# A static field opens a forbidden line: the Stark-induced E1 amplitude, from $nS_{1/2}\to n'S_{1/2}$ to Yb $^1S_0\to{}^3D_1$

Two levels of the same parity have no electric-dipole amplitude between them. A static electric field admixes states of the opposite parity, and an amplitude linear in the field appears. I shall derive it, sort it by tensor rank, work out the alkali-like case $S_{1/2}\to S_{1/2}$, and then turn to ytterbium, where one constant is left.

## 1. Premises and conventions

1. The field-free Hamiltonian $H_0$, spin-orbit coupling included, commutes with rotations, parity and time reversal. Its levels have energy $E$, angular momentum $J$ and definite parity. Hyperfine structure is first ignored and then added by recoupling.
2. The initial level $i$ and the final level $f$ have the same parity.
3. The static field $\mathbf F$ is uniform and couples as $-\mathbf d\cdot\mathbf F$, with $\mathbf d=-\sum_j\mathbf r_j$ in atomic units.
4. The light is $\mathrm{Re}[\mathcal E_0\boldsymbol\varepsilon e^{-i\omega t}]$ with $\hbar\omega\approx E_f-E_i$. Its absorptive part couples as $-\tfrac12\mathcal E_0\,\mathbf d\cdot\boldsymbol\varepsilon$.

I define the amplitude $A=\langle\tilde f|-\mathbf d\cdot\boldsymbol\varepsilon|\tilde i\rangle$ between the field-dressed states, so that the Rabi frequency is $\mathcal E_0|A|/\hbar$. Reduced matrix elements follow

$$\langle Jm|d_q|J'm'\rangle=(-1)^{J-m}\begin{pmatrix}J&1&J'\\-m&q&m'\end{pmatrix}\langle J\|d\|J'\rangle ,$$

and I write $D_{xy}=\langle x\|d\|y\rangle$; with real $D$, $D_{xy}=(-1)^{J_x-J_y}D_{yx}$. Spherical unit vectors are $\hat e_0=\hat z$, $\hat e_{\pm1}=\mp(\hat x\pm i\hat y)/\sqrt2$. The italic $F$ without boldface will later be the total angular momentum, and $|\mathbf F|$ the field strength. One hartree is 219475 cm$^{-1}$ and the atomic unit of field is $5.142\times10^{9}$ V/cm.

## 2. The amplitude

The operator $\mathbf d$ is odd under parity, so it has no elements within level $i$ or within level $f$, and the degeneracy in $m$ causes no trouble at first order. With $P_k$ the projector on all sublevels of an opposite-parity level $k$,

$$|\tilde i\rangle=|i\rangle-\sum_k\frac{P_k\,\mathbf d\cdot\mathbf F|i\rangle}{E_i-E_k},\qquad \langle\tilde f|=\langle f|-\sum_k\frac{\langle f|\mathbf d\cdot\mathbf F\,P_k}{E_f-E_k}.$$

The zeroth-order term $\langle f|\mathbf d|i\rangle$ vanishes by parity. The two first-order terms give

$$A=\sum_k\left[\frac{\langle f|\mathbf d\cdot\boldsymbol\varepsilon\,P_k\,\mathbf d\cdot\mathbf F|i\rangle}{E_i-E_k}+\frac{\langle f|\mathbf d\cdot\mathbf F\,P_k\,\mathbf d\cdot\boldsymbol\varepsilon|i\rangle}{E_f-E_k}\right].\tag{1}$$

Terms of order $|\mathbf F|^2$ contain three dipole operators between states of equal parity and vanish, so the next contribution is cubic.

**Question.** *Is this a two-photon amplitude in disguise?*

It is, with one photon of zero frequency. In the second term the atom absorbs first and sits in $k$ with energy defect $E_i+\hbar\omega-E_k=E_f-E_k$; in the first the static field acts first and the defect is $E_i-E_k$. A second check is to put $f=i$ for a $J=0$ level. Then $A=2\sum_k|\langle k|d_z|i\rangle|^2(E_i-E_k)^{-1}\,\mathbf F\cdot\boldsymbol\varepsilon=-\alpha_0\,\mathbf F\cdot\boldsymbol\varepsilon$, minus the induced dipole, where $\alpha_0$ is the ordinary polarisability. My transition polarisabilities thus carry the opposite sign to $\alpha_0$.

## 3. Sorting by rank

Let $M^{(k)}_{ab}=\langle f|d_aP_kd_b|i\rangle$ with Cartesian $a,b$; it is also a matrix in $m_f,m_i$. The first term of (1) contracts it with $\varepsilon_aF_b$, the second with $F_a\varepsilon_b$. Split $M=M^{S}+M^{A}$ into parts symmetric and antisymmetric in $a,b$. Relabelling the indices gives $\varepsilon_aF_bM^S_{ab}=F_a\varepsilon_bM^S_{ab}$ and $\varepsilon_aF_bM^A_{ab}=-F_a\varepsilon_bM^A_{ab}$. Therefore

$$A=\sum_k F_a\varepsilon_b\left[M^{S(k)}_{ab}\,g^+_k+M^{A(k)}_{ab}\,g^-_k\right],\qquad g^\pm_k=\frac1{E_f-E_k}\pm\frac1{E_i-E_k}.\tag{2}$$

Because $P_k$ is a rotational scalar, $d_aP_kd_b$ transforms as the product of two vectors. Its trace has rank $K=0$, its antisymmetric part rank 1, and its symmetric traceless part rank 2. The Wigner–Eckart theorem admits rank $K$ only if $|J_f-J_i|\le K\le J_f+J_i$. Ranks 0 and 2 are weighted by the sum of the inverse energy defects and rank 1 by their difference. The difference can be written

$$g^-_k=-\frac{\hbar\omega}{(E_f-E_k)(E_i-E_k)},\tag{3}$$

so the rank-1 part needs a finite transition frequency, and for remote levels it falls as $E_k^{-2}$ where $g^+_k$ falls as $E_k^{-1}$.

## 4. $nS_{1/2}\to n'S_{1/2}$

For $J_i=J_f=\tfrac12$ ranks 0 and 1 survive. The only $2\times2$ scalar is the unit matrix and the only vector is $\boldsymbol\sigma$, so

$$M^{(k)}_{ab}=s_k\delta_{ab}+i v_k\,\epsilon_{abc}\sigma_c .$$

Since $F_a\varepsilon_b\epsilon_{abc}\sigma_c=\boldsymbol\sigma\cdot(\mathbf F\times\boldsymbol\varepsilon)$, equation (2) becomes

$$A=\alpha\,\mathbf F\cdot\boldsymbol\varepsilon+i\beta\,\boldsymbol\sigma\cdot(\mathbf F\times\boldsymbol\varepsilon),\qquad \alpha=\sum_k s_kg^+_k,\quad\beta=\sum_k v_kg^-_k ,\tag{4}$$

the form associated with M.-A. and C. Bouchiat.

To find $s_k$ and $v_k$, take one valence electron. In the Cartesian $p$ basis, $\langle p_c|\hat n_b|s\rangle=\delta_{bc}/\sqrt3$ and $\langle p_a|L_c|p_b\rangle=-i\epsilon_{cab}$. On $p$ states $\boldsymbol\sigma\cdot\mathbf L=j(j+1)-2-\tfrac34$ equals $-2$ for $j=\tfrac12$ and $+1$ for $j=\tfrac32$, so the projectors are $(1-\boldsymbol\sigma\cdot\mathbf L)/3$ and $(2+\boldsymbol\sigma\cdot\mathbf L)/3$. With $\langle p_a|\boldsymbol\sigma\cdot\mathbf L|p_b\rangle=-i\epsilon_{abc}\sigma_c$ and the real radial products $R_{kj}=\langle n's|r|kp_j\rangle\langle kp_j|r|ns\rangle$,

$$M^{(1/2)}_{ab}=\frac{R_{k\frac12}}{9}\left(\delta_{ab}+i\epsilon_{abc}\sigma_c\right),\qquad M^{(3/2)}_{ab}=\frac{R_{k\frac32}}{9}\left(2\delta_{ab}-i\epsilon_{abc}\sigma_c\right).$$

Hence

$$\alpha=\frac19\sum_k\left[R_{k\frac12}g^+_{k\frac12}+2R_{k\frac32}g^+_{k\frac32}\right],\qquad \beta=\frac19\sum_k\left[R_{k\frac12}g^-_{k\frac12}-R_{k\frac32}g^-_{k\frac32}\right].\tag{5}$$

**Question.** *That used a nonrelativistic single electron. What survives for a heavy atom with a polarisable core?*

The ratio $v_k/s_k$ survives, because by Wigner–Eckart it depends on $J_k$ alone: $+1$ for $J_k=\tfrac12$ and $-\tfrac12$ for $J_k=\tfrac32$. The normalisation follows from the trace. Orthogonality of the $3j$ symbols gives $\sum_aM_{aa}=D_{kf}D_{ki}/2=(-1)^{1/2-J_k}D_{fk}D_{ki}/2$, and the trace is $3s_k$. Thus $s_k=\pm D_{fk}D_{ki}/6$, upper sign for $J_k=\tfrac12$, and

$$\alpha=\frac16\sum_{J_k=1/2}D_{fk}D_{ki}\,g^+_k-\frac16\sum_{J_k=3/2}D_{fk}D_{ki}\,g^+_k,$$
$$\beta=\frac16\sum_{J_k=1/2}D_{fk}D_{ki}\,g^-_k+\frac1{12}\sum_{J_k=3/2}D_{fk}D_{ki}\,g^-_k .\tag{6}$$

These hold for exact many-electron states, the sums running over every opposite-parity level with $J_k=\tfrac12$ or $\tfrac32$, continuum included. Matching to (5) needs $D_{fk}D_{ki}=\tfrac23R$ and $-\tfrac43R$; the minus sign is the phase $(-1)^{J_x-J_y}$. The common sign of $\alpha$ and $\beta$ depends on the phases of $|i\rangle$ and $|f\rangle$, whereas $\alpha/\beta$ is physical.

Without spin-orbit coupling the two $j$ components share radial functions and energies, and $\beta$ in (5) cancels term by term. The reason is general. The operator $d_aP_kd_b$, summed over a fine-structure multiplet, then acts on orbital coordinates only, and between two $L=0$ states only its rank 0 contributes. Spin-orbit coupling feeds $\beta$ in two ways, through $E_{k\frac12}\ne E_{k\frac32}$ and through $R_{k\frac12}\neq R_{k\frac32}$.

**Question.** *So $\beta$ is always a small relativistic correction to $\alpha$?*

Only when the fine-structure splitting is small against the energy defects. If one $P_{1/2}$ level lies so close to $f$ that its term $1/(E_f-E_k)$ dominates both sums, then $g^+\approx g^-$ and $\beta\approx\alpha$. A dominant $P_{3/2}$ level gives $\beta\approx-\alpha/2$. Nor is the need for spin-orbit coupling a property of rank 1 as such: a transition from $^1S_0$ to a $^1P_1$ level of the same parity has an orbital rank-1 amplitude in pure $LS$ coupling.

**Hyperfine components.** With nuclear spin $I$ and hyperfine intervals negligible in the denominators, (4) is an operator on the electron alone, to be taken between states $|Fm\rangle$. The unit matrix is diagonal in $F$ and $m$, so $\alpha$ drives only $\Delta F=0$. The operator $\boldsymbol\sigma$ has rank 1 and drives $\Delta F=0,\pm1$. The $\Delta F=\pm1$ lines thus come from $\beta$ alone, but $\beta$ also contributes to $\Delta F=0$ whenever $\mathbf F\times\boldsymbol\varepsilon\neq0$. The shares are easy. For linear light along any direction let $\hat n$ be the unit vector along $\mathbf F\times\boldsymbol\varepsilon$. Since $\sigma_n^2=1$, the $\beta$ strength summed over final states is $\beta^2|\mathbf F\times\boldsymbol\varepsilon|^2$. Within a level $F=I\pm\tfrac12$ the projection theorem gives $\sigma_n\to\pm F_n/(I+\tfrac12)$, with $F_n$ the angular-momentum component, and the average of $F_n^2$ over $m$ is $F(F+1)/3$. The $\Delta F=0$ share is $F(F+1)/[3(I+\tfrac12)^2]$. For $I=\tfrac72$, as in $^{133}$Cs, it is $5/12$ from $F=4$ and $1/4$ from $F=3$, leaving $7/12$ and $3/4$ for the lines that change $F$.

## 5. Ytterbium: $J=0\to J=1$

The ground level $4f^{14}6s^2\,{}^1S_0$ and the level $4f^{14}5d6s\,{}^3D_1$ are both even. The triangle rule allows $K=1$ only. There is no $\alpha$ and no tensor term, and the intermediate levels are odd with $J_k=1$, because one dipole operator acts on $J=0$.

Use Cartesian states $|a\rangle$ for each $J=1$ level, with $|m\rangle=\sum_a(\hat e_m)_a|a\rangle$. The convention of section 1 gives $\langle k,m|d_q|0\rangle=\delta_{mq}D_{k0}/\sqrt3$, that is $\langle k,b|d_j|0\rangle=\delta_{bj}D_{k0}/\sqrt3$. Between two $J=1$ levels $\mathbf d$ is proportional to the matrix of $\mathbf J$, whose reduced element is $\sqrt{J(J+1)(2J+1)}=\sqrt6$, so $\langle f,c|d_a|k,b\rangle=-i\epsilon_{acb}D_{fk}/\sqrt6$. The product for final state $c$ is

$$M^{(k)}_{ab}=\frac{-i\epsilon_{acb}}{\sqrt{18}}D_{fk}D_{k0}=\frac{i\,\epsilon_{abc}}{3\sqrt2}D_{fk}D_{k0},$$

purely antisymmetric, as the rank argument demands. Inserting it in (2) and projecting on $\langle m|$,

$$A_m=i\beta\;\hat e_m^{\,*}\cdot(\mathbf F\times\boldsymbol\varepsilon)=i\beta\,(-1)^m(\mathbf F\times\boldsymbol\varepsilon)_{-m},\qquad \beta=\frac1{3\sqrt2}\sum_kD_{fk}D_{k0}\,g^-_k .\tag{7}$$

The atom responds as an allowed $0\to1$ line would to a light vector $i\beta\,\mathbf F\times\boldsymbol\varepsilon$. Light polarised along the static field does nothing. For linear polarisation at angle $\chi$ to $\mathbf F$ the strength summed over $m$ is $\beta^2|\mathbf F|^2\sin^2\chi$. With the axis along $\mathbf F$ only $m=\pm1$ are reached, since $\mathbf F\times\boldsymbol\varepsilon$ has no component along $\mathbf F$. For odd isotopes the ground level has $F=I$, and the same $\beta$ drives all lines to $F'=I,I\pm1$ that exist, with shares $(2F'+1)/[3(2I+1)]$ for an unpolarised nucleus, as for any $0\to1$ vector operator. For $^{171}$Yb, $I=\tfrac12$, these are $1/3$ and $2/3$. Here even the $\Delta F=0$ line belongs to $\beta$.

**Question.** *Does the factor $i$ mean anything? You could absorb it into the final state.*

Alone it means nothing; relative to other amplitudes it is fixed by time reversal $T$. For an even number of electrons choose phases with $T|0\rangle=|0\rangle$, $T|k,b\rangle=|k,b\rangle$ and $T|f,c\rangle=-|f,c\rangle$; one phase serves all three components because $T$ commutes with rotations. Antiunitarity gives $\langle x|O|y\rangle^*=\eta_x\eta_y\tau_O\langle x|O|y\rangle$, with $\eta$ those signs and $\tau_O=\pm1$ the $T$ signature of $O$. For the $T$-even $\mathbf d$, $\langle k|\mathbf d|0\rangle$ is real and $\langle f|\mathbf d|k\rangle$ imaginary, so both $D$ and $\beta$ are real. For the $T$-odd magnetic moment, $\langle f,c|\mu_b|0\rangle=\mathcal M\delta_{bc}$ is real. The light's magnetic field is along $\hat k\times\boldsymbol\varepsilon$, so the M1 amplitude is $-(\mathcal M/c)\,\hat e_m^*\cdot(\hat k\times\boldsymbol\varepsilon)$. For linear light and $m=0$ it is in quadrature with (7). For $m=\pm1$ along an axis $\hat z$ set by a magnetic field, expanding the squared modulus and using $(\mathbf F\times\boldsymbol\varepsilon)\times(\hat k\times\boldsymbol\varepsilon)=-\boldsymbol\varepsilon\,[\hat k\cdot(\mathbf F\times\boldsymbol\varepsilon)]$ leaves the cross term $-m\,\beta(\mathcal M/c)(\boldsymbol\varepsilon\cdot\hat z)\,\hat k\cdot(\mathbf F\times\boldsymbol\varepsilon)$. It is odd in $m$, in $\mathbf F$ and in $\hat k$, and it cancels in a balanced standing wave. A parity-violating, $T$-even scalar interaction has imaginary $f$–$k$ elements and yields $i\zeta\,\hat e_m^*\cdot\boldsymbol\varepsilon$ with real $\zeta$. For $m=0$ this is in phase with (7), and the cross term is $2\beta\zeta(\boldsymbol\varepsilon\cdot\hat z)\,\hat z\cdot(\mathbf F\times\boldsymbol\varepsilon)$. An E2 amplitude is absent for $I=0$, since rank 2 cannot join $J=0$ to $J=1$.

## 6. Where spin-orbit coupling enters in Yb

In pure $LS$ coupling $\beta=0$, because $\mathbf d$ cannot turn a singlet into a triplet. The configuration $5d6s$ has a single $J=1$ level, so within it $^3D_1$ stays pure. The mixing sits in $6s6p$, which has two $J=1$ states, the pure triplet $|T\rangle$ and the pure singlet $|S\rangle$. The model keeps these two only:

$$|{}^3P_1\rangle=\cos\theta|T\rangle+\sin\theta|S\rangle,\qquad|{}^1P_1\rangle=-\sin\theta|T\rangle+\cos\theta|S\rangle .$$

Only $|S\rangle$ connects to the ground level, with reduced element $D_S$, and only $|T\rangle$ to $^3D_1$, with $D_T$. The products in (7) are $+p$ for $^3P_1$ and $-p$ for $^1P_1$, where $p=D_SD_T\sin\theta\cos\theta$. Call the energies $E_3$ and $E_1$. The off-diagonal element of $H_0$ is $\xi=\langle T|H_0|S\rangle=\sin\theta\cos\theta\,(E_3-E_1)$, and

$$\beta=\frac{p}{3\sqrt2}\left[g^-_3-g^-_1\right]=\frac{D_SD_T}{3\sqrt2}\;\xi\;\frac{g^-_3-g^-_1}{E_3-E_1}.\tag{8}$$

The spin-orbit element $\xi$ stands as an explicit factor. The structure repeats (5): two partners enter with opposite products. The model also settles their relative sign, which magnitudes of matrix elements cannot do. By (3), $g^-_k$ is positive for a level between $i$ and $f$ and negative for a level above $f$. The $^3D_1$ level lies between the two $P_1$ levels, so $g_3^->0$, $g_1^-<0$, and the two terms add.

The inputs are approximate values. Level energies in cm$^{-1}$: $^3P_0$ 17288, $^3P_1$ 17992, $^3P_2$ 19710, $^3D_1$ 24489, $^3D_2$ 24752, $^1P_1$ 25068, and an odd $4f^{13}5d6s^2$, $J=1$ level at 28857. Typical reduced elements in $ea_0$: 4.15 for $^1P_1$–$^1S_0$, 0.54 for $^3P_1$–$^1S_0$, 2.4 for $^3D_1$–$^3P_1$. The line lies at 408 nm, and $^1P_1$ is 579 cm$^{-1}$, or 17.4 THz, above $^3D_1$.

## 7. Range of validity

Sizes are for 1 kV/cm, which is $1.945\times10^{-7}$ a.u.

* **Linearity.** The relative correction is of order $x^2$ with $x=d|\mathbf F|/\Delta$. A generous $d=4\,ea_0$ with $\Delta=579$ cm$^{-1}$ gives $x=2.9\times10^{-4}$ and $x^2=8.7\times10^{-8}$. The expansion fails when an opposite-parity level comes within $d|\mathbf F|$, and that subspace must then be diagonalised.
* **Level shifts.** Quadratic Stark shifts move the line and split $m=0$ from $m=\pm1$ without changing $A$ at this order. An illustrative polarisability of 100 a.u. gives 12 kHz. Labels $m$ along a magnetic field not parallel to $\mathbf F$ are good only while the Zeeman splitting exceeds the tensor Stark splitting.
* **Widths.** Real denominators neglect the width of $k$. With a typical $\Gamma/2\pi\approx29$ MHz for $^1P_1$, the scale of the neglected phase is $\hbar\Gamma/2\Delta=8\times10^{-7}$.
* **Hyperfine interaction.** The statement that $\beta$ is the only constant is exact for $I=0$. For odd isotopes a typical hyperfine energy of 3 GHz changes the main denominator by $1.7\times10^{-4}$ and mixes $^3D_1$ with $^3D_2$, 7.9 THz away, by about $3.8\times10^{-4}$. This makes $\beta$ slightly line-dependent and admits scalar, tensor and E2 pieces where $F$ and $F'$ allow them.
* **Truncation.** Equations (4), (6) and (7) are exact at first order in the field under the premises. Equations (5) and (8) are models.

## 8. The numbers

From the two ground-state elements $\tan\theta=0.54/4.15=0.130$. The model then predicts a $^3D_1$–$^1P_1$ element of magnitude $2.4\tan\theta=0.31$, and $p=0.54\times2.4=1.296$, so $p/3\sqrt2=0.3055$. In inverse hartree, and with phases chosen so that $p>0$:

| level $k$ | $1/(E_f-E_k)$ | $1/(E_i-E_k)$ | $g^-_k$ | product | term in $\beta$ (a.u.) |
|---|---|---|---|---|---|
| $^3P_1$ | 33.8 | −12.2 | 46.0 | $+p$ | 14 |
| $^1P_1$ | −379.1 | −8.8 | −370.3 | $-p$ | 113 |

The model's value is $|\beta|=127$ a.u., or $2.5\times10^{-8}\,ea_0/(\mathrm{V/cm})$, of which 89 % comes from $^1P_1$. Physically, a field of 1 kV/cm puts an amplitude $(0.31/\sqrt6)|\mathbf F|/\Delta=9\times10^{-6}$ of $^1P_1$ into the $m=\pm1$ states of $^3D_1$, and this borrows from the resonance line.

**Question.** *Nearly all of it hangs on a weak matrix element that you inferred. How far do you trust it?*

To about a fifth, and the model shows this itself. In an $sp$ configuration with one radial function, the operator $\zeta_p\,\mathbf l\cdot\mathbf s$ has the $J=1$ eigenvalues $\zeta_p/2$ and $-\zeta_p$. Its diagonal elements are $-\zeta_p/2$ for $T$ and 0 for $S$, so the determinant requires an off-diagonal element $\zeta_p/\sqrt2$. The unmixed levels give $E(^3P_2)-E(^3P_0)=\tfrac32\zeta_p$, so $\zeta_p=1615$ cm$^{-1}$ and $\zeta_p/\sqrt2=1142$ cm$^{-1}$. The angle taken from the dipole elements gives $|\xi|=905$ cm$^{-1}$. The ratio, 0.79, is the kind of factor that King and Van Vleck introduced: singlet and triplet do not share one $6p$ function, and other configurations mix in. A change of 20 % in the $^3D_1$–$^1P_1$ element shifts $\beta$ by 23 a.u. The omitted levels weigh less. Per unit product $D_{fk}D_{k0}$ the factor $|g^-_k|/3\sqrt2$ is 87 a.u. for $^1P_1$, 10 a.u. for the level at 28857 cm$^{-1}$ and 2.0 a.u. for a level at an illustrative 40000 cm$^{-1}$, and each omitted level also needs spin-orbit mixing to have a product at all. The third digit of 127 is therefore bookkeeping; the model says about $1.3\times10^2$ a.u.

Now the observables of the model at 1 kV/cm, for an even isotope with $\boldsymbol\varepsilon\perp\mathbf F$. The induced dipole is $\beta|\mathbf F|=2.5\times10^{-5}\,ea_0$, all of it into the sublevel $m=0$ along $\mathbf F\times\boldsymbol\varepsilon$. A travelling wave of 10 kW/cm$^2$ has $\mathcal E_0=\sqrt{2\mathcal I/c\epsilon_0}=2.7$ kV/cm, $\mathcal I$ being the intensity, and the Rabi frequency is $\Omega/2\pi=87$ kHz. A typical $^3D_1$ lifetime of 0.33 μs corresponds to a natural width of 0.48 MHz, so at this intensity the drive is still below the natural width.

The same amplitude opens a decay channel. Writing $\hat e_m^*\cdot(\mathbf F\times\boldsymbol\varepsilon)=\boldsymbol\varepsilon\cdot(\hat e_m^*\times\mathbf F)$ shows an effective dipole vector of squared length $\beta^2|\hat e_m\times\mathbf F|^2$, which is $\beta^2|\mathbf F|^2$ for $m=\pm1$ along the field and zero for $m=0$. The standard rate $\omega^3|d|^2/(3\pi\epsilon_0\hbar c^3)$ gives 0.018 s$^{-1}$ at 408 nm, a branching fraction of $6\times10^{-9}$.

**Question.** *And at what field does the magnetic-dipole amplitude take over?*

Take a typical $\mathcal M\approx1.3\times10^{-4}\mu_B$. Since $\mu_B/c$ is half the fine-structure constant times $ea_0$, $\mathcal M/c=4.7\times10^{-7}\,ea_0$. That is 0.019 of the model's Stark amplitude at 1 kV/cm, and the two are equal at 19 V/cm. Below some hundreds of V/cm the M1 term must be kept even in the total rate. At 1 kV/cm its square adds $4\times10^{-4}$ of the Stark rate, while its cross term on the resolved $m=\pm1$ components of a travelling wave is first order in 0.019 and reverses with the field.